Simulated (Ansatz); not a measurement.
## Ge: energy above lowest point as volume scale varies

Free energy against uniform scaling of the volume at fixed shape and fractions; periodic cell, basis, potentials, k mesh and filling as listed. The results are calculated, by Ansatz 0.2.0.

The cell before it is scaled or strained (space group Cmmm, No. 65):
```
CELL_PARAMETERS angstrom
1.39710 -2.60050 0.00000
1.39710 2.60050 0.00000
0.00000 0.00000 2.69820
ATOMIC_POSITIONS crystal
Ge 0.50000 0.50000 0.00000
```

Settings of every row: functional PBEsol; dispersion none; potentials PAW; wave cutoff 420 eV; density cutoff 1680 eV; k mesh 12x12x11; k shift 0x0x0; occupations fermi dirac; smearing width 0.15 eV; spin none.

Limits: coarse k mesh, up to 40 meV an atom off; the cell comes from a prototype or a list of computed structures and needn't be the stable phase.

```
row  volume scale  V (Å³/atom)  energy above lowest point (meV/atom)
  1          0.88       17.253                                  19.7
  2          0.92       18.037                                     ?
  3          0.96       18.822                                     0
  4             1       19.606                                  13.8
  5          1.04        20.39                                  38.9
  6          1.08       21.174                                  72.9
  7          1.12       21.959                                 113.9
```

Question: what energy above lowest point should row 2 give?

Worked fit of energy above lowest point. Take u = (V_r/V)^(2/3) − 1 with V_r = 19.998 Å³ an atom, which is twice the finite (Eulerian) strain; such expansions in the strain, on which the Birch-Murnaghan equation of state is built, carry the rest volume and the bulk modulus. The shown rows have u = 0.10344, 0.04123, 0.01329, -0.01286, -0.03738, -0.06046. Least squares give energy above lowest point = 25.1 − 964.69 × u + 8515.8 × u² + 2956 × u³ meV/atom; a parabola predicts inner rows, each left out in turn, worse (root mean square 0.48 against 0.019 meV/atom). All shown rows lie on it to the printed digit. Its lowest point lies at u = 0.0551, or V = 18.45 Å³ an atom, and the curvature there gives the bulk modulus at fixed shape and fractions, B = (4/9)(1 + u)² E″(u)/V = 77.4 GPa. Letting shape and atoms relax would as a rule lower it, by much in layered, chain or molecular crystals. The withheld row has u = 0.07123, so the fit gives 25.1 − 964.69 × (0.07123) + 8515.8 × (0.07123)² + 2956 × (0.07123)³ = 0.7 meV/atom.

The calculation gave 0.7 meV/atom. The fit meets it to the printed digit.
